**Q:** I have the magnetisability of gaseous AlH from ten density functionals. Nine make the molecule weakly diamagnetic, and CAM-B3LYP makes it weakly paramagnetic. Has that one calculation gone wrong?

**A:** The positive sign alone doesn't point to a faulty run. In units of $10^{-30}$ J/T², which I'll use throughout, the molecule responds with about −360 to a field along its axis and with about +170 to a field across it. There are two directions across and one along, so the average nearly cancels and is left at the order of ten. The functionals agree within about one per cent on the response along the axis, but their values for the response across it spread over about a fifth of its size, and that is enough to turn the sign of the small average.

PySCF 2.14.0, density-fitted, non-relativistic Kohn-Sham DFT with GIAOs and the aug-pcSseg-2 basis set, for neutral singlet AlH in the gas phase at the PBE0-D3(BJ)/def2-SVP geometry. Magnetisability and molar susceptibility are averages over directions; the anisotropy is the root of half the summed squared differences of the principal values.

```
                 level  magnetisability (1e-30 J/T^2)  magnetisability anisotropy (1e-30 J/T^2)  susceptibility (1e-6 cm^3/mol)
    B97-2/aug-pcSseg-2                        -18.100                                     516.5                          -1.090
   revPBE/aug-pcSseg-2                        -13.800                                     527.8                          -0.830
BHandHLYP/aug-pcSseg-2                        -13.000                                     523.9                          -0.780
    B3LYP/aug-pcSseg-2                        -11.400                                     527.4                          -0.690
 mPW1PW91/aug-pcSseg-2                        -10.500                                     527.0                          -0.630
    X3LYP/aug-pcSseg-2                         -8.500                                     533.0                          -0.510
    HSE06/aug-pcSseg-2                         -7.700                                     532.8                          -0.460
     PBE0/aug-pcSseg-2                         -6.700                                     534.8                          -0.400
  wB97X-D/aug-pcSseg-2                         -3.100                                     537.9                          -0.180
CAM-B3LYP/aug-pcSseg-2                          5.900                                     552.7                           0.360
```

**Q:** The table has only an average and an anisotropy. How do you get the two directions out of it?

**A:** Call the component along the axis $p$, the one across it $q$, the magnetisability $m$ and its anisotropy $a$. For a linear molecule $m=(p+2q)/3$. The printed anisotropy has no sign, so it gives only the size of $q-p$. But a field along the axis of a closed-shell linear molecule can only give a diamagnetic response, so $p$ must be negative, and with these numbers that requires $a=q-p$. Solving these gives $p=m-2a/3$ and $q=m+a/3$. For PBE0, $p=-6.7-2\times534.8/3=-363.2$ and $q=-6.7+534.8/3=171.6$.

The component across the axis comes out positive with every functional. CAM-B3LYP therefore needs no different electronic state to reach a positive average; it has somewhat more of what the others have too. All the runs assume a closed shell, which agrees with the known singlet ground state of AlH, though they don't test its stability.

**Q:** Which of the two components do the functionals disagree about?

**A:** Mostly the one across the axis. It spreads over 36 units, against 4 for the one along the axis. The two printed columns show this even without the separation. If only $q$ changes, by $d$, then $m$ changes by $2d/3$ and $a$ by $d$, so the anisotropy should rise by 1.5 for each unit of magnetisability; if only $p$ changes, it should fall by 3.

A straight line fitted to all ten rows rises by 1.44 ± 0.09. It misses revPBE most, because that functional has the most negative component along the axis. The line identifies the component that moves, but it can't say what moves it. The printed analysis after this exchange lists both components for each functional.

**Q:** Why should a field across the axis be the difficult case?

**A:** A field along the axis makes the electrons circulate around it, and nothing in a linear molecule obstructs that motion. The response is purely diamagnetic and depends only on how far the electron cloud extends from the axis, on which the functionals agree well. Across the axis the nuclei do obstruct the circulation. The field then mixes filled orbitals with empty ones, and this adds a paramagnetic part.

In AlH that part is large for a reason known from standard theory. Aluminium carries a lone pair of σ type and, not far above it in energy, empty 3p orbitals of π type. A field across the axis acts through the orbital angular momentum, which turns the 3p share of the lone pair, directed along the axis, into one of these empty orbitals. The contribution grows with the strength of this coupling and shrinks with the energy it costs. It involves no unpaired electrons, and the same pattern of orbitals makes BH a well-known example of closed-shell paramagnetism.

**Q:** How closely do the two parts cancel?

**A:** Averaged over directions and functionals, the molar susceptibility has a diamagnetic part of −33.8 and a paramagnetic part of +33.3, in $10^{-6}$ cm³/mol. These values take the centre of mass as origin; another origin would shift weight between the parts and leave their sum alone. The diamagnetic part alone, taken about this origin, would thus give about −34 where the full calculations lie within about one of zero.

**Q:** And how much does a small error in the paramagnetic part matter?

**A:** One per cent of 33.3 is 0.333. The B97-2 row shows that one unit of magnetisability corresponds to $1.090/18.1=0.0602$ in molar units, so this one per cent is worth $0.333/0.0602=5.5$ units. PBE0 stands at −6.7, so a paramagnetic part larger by $6.7/5.5=1.2$ per cent would bring it to zero.

The same arithmetic accounts for the most striking pair in the table. CAM-B3LYP has 3.2 per cent more paramagnetic part than B3LYP, which should raise the magnetisability by $3.2\times5.5=17.6$ units. The table has 17.3, and the small remainder comes from the diamagnetic part. This explains how a modest difference becomes a change of sign. Why CAM-B3LYP has the larger paramagnetic part remains unexplained.

**Q:** You said the contribution shrinks with the energy it costs. Can't I rank the functionals by their gap between the highest filled and the lowest empty orbital?

**A:** That rule fails here. The gap of CAM-B3LYP is 2.6 times that of revPBE, so a simple inverse law would cut the paramagnetic part to about 40 per cent. The calculation gives 3.5 per cent more instead.

The orbital gap is the right energy cost only for a functional without exact exchange, such as revPBE. Exact exchange widens the gap, but it also enters the response to the field, where it lowers the cost of mixing a filled orbital with an empty one. According to theory these two effects largely offset each other. That fits a paramagnetic part which varies by only 5 per cent while the gap varies threefold, although the calculations don't separate the two effects.

**Q:** Then may I choose by the share of exact exchange, or simply average the ten results?

**A:** The share doesn't settle it: mPW1PW91 and PBE0 both contain a quarter of exact exchange and still differ by 3.8 units. Averaging doesn't help either, because errors common to all ten survive it. Apart from their exact exchange, for instance, all ten functionals ignore the current that the field induces. The nuclei are also held still, and if vibration changed the paramagnetic part by one per cent, it would matter as much as the choice of functional often does here.

**Q:** So what can I safely take from such a calculation?

**A:** Rebuild the two components before you quote an average. If they are large and opposite, report them, or the anisotropy, which here varies by 7 per cent across the functionals. Trust the sign of the average only if it would survive an error of a few per cent in the paramagnetic part, taken about the centre of mass. For AlH it wouldn't with any of these ten functionals.

Numerical output:

```
Components (1e-30 J/T^2), perpendicular paramagnetic part (1e-6 cm^3/mol) and orbital gap (eV):
                     row  parallel  perpendicular  paramagnetic    gap
      B97-2/aug-pcSseg-2    -362.4          154.1         48.98  3.786
     revPBE/aug-pcSseg-2    -365.7          162.1         49.58   2.38
  BHandHLYP/aug-pcSseg-2    -362.3          161.6         49.64  5.573
      B3LYP/aug-pcSseg-2      -363          164.4         49.72  3.687
   mPW1PW91/aug-pcSseg-2    -361.8          165.2         49.59   4.02
      X3LYP/aug-pcSseg-2    -363.8          169.2         50.07  3.779
      HSE06/aug-pcSseg-2    -362.9          169.9         49.93  3.247
       PBE0/aug-pcSseg-2    -363.2          171.6         50.05  3.999
    wB97X-D/aug-pcSseg-2    -361.7          176.2         50.32  7.352
  CAM-B3LYP/aug-pcSseg-2    -362.6          190.1         51.31  6.127
Mean of the magnetisability over the rows, 1e-30 J/T^2: -8.69
Full spread of the magnetisability, 1e-30 J/T^2: 24
Spread of the magnetisability over the nine negative rows, 1e-30 J/T^2: 15
Spread of the anisotropy, per cent of its mean: 6.812
Spread of the parallel component, 1e-30 J/T^2: 3.967
Spread of the perpendicular component, 1e-30 J/T^2: 36.07
fit of magnetisability_anisotropy on 10 rows: constant 543.9 +/- 0.96, coefficient of magnetisability 1.439 +/- 0.09; rms 1.59, worst revPBE/aug-pcSseg-2 -3.77, leave-one-out rms 1.94
Diamagnetic part averaged over directions and rows, 1e-6 cm^3/mol: -33.8
Paramagnetic part averaged over directions and rows, 1e-6 cm^3/mol: 33.28
Spread of the paramagnetic part, per cent of its mean: 4.668
Shift of the magnetisability for one per cent more paramagnetic part, 1e-30 J/T^2: 5.526
Rise of the paramagnetic part that would bring PBE0 to zero, per cent: 1.212
Rank correlation of orbital gap and paramagnetic part: 0.4667
Orbital gap of CAM-B3LYP over that of revPBE: 2.574
Paramagnetic part of CAM-B3LYP over that of revPBE: 1.035
CAM-B3LYP less B3LYP, 1e-30 J/T^2: 17.3
BHandHLYP less B3LYP, 1e-30 J/T^2: -1.6
PBE0 less mPW1PW91, 1e-30 J/T^2: 3.8
```
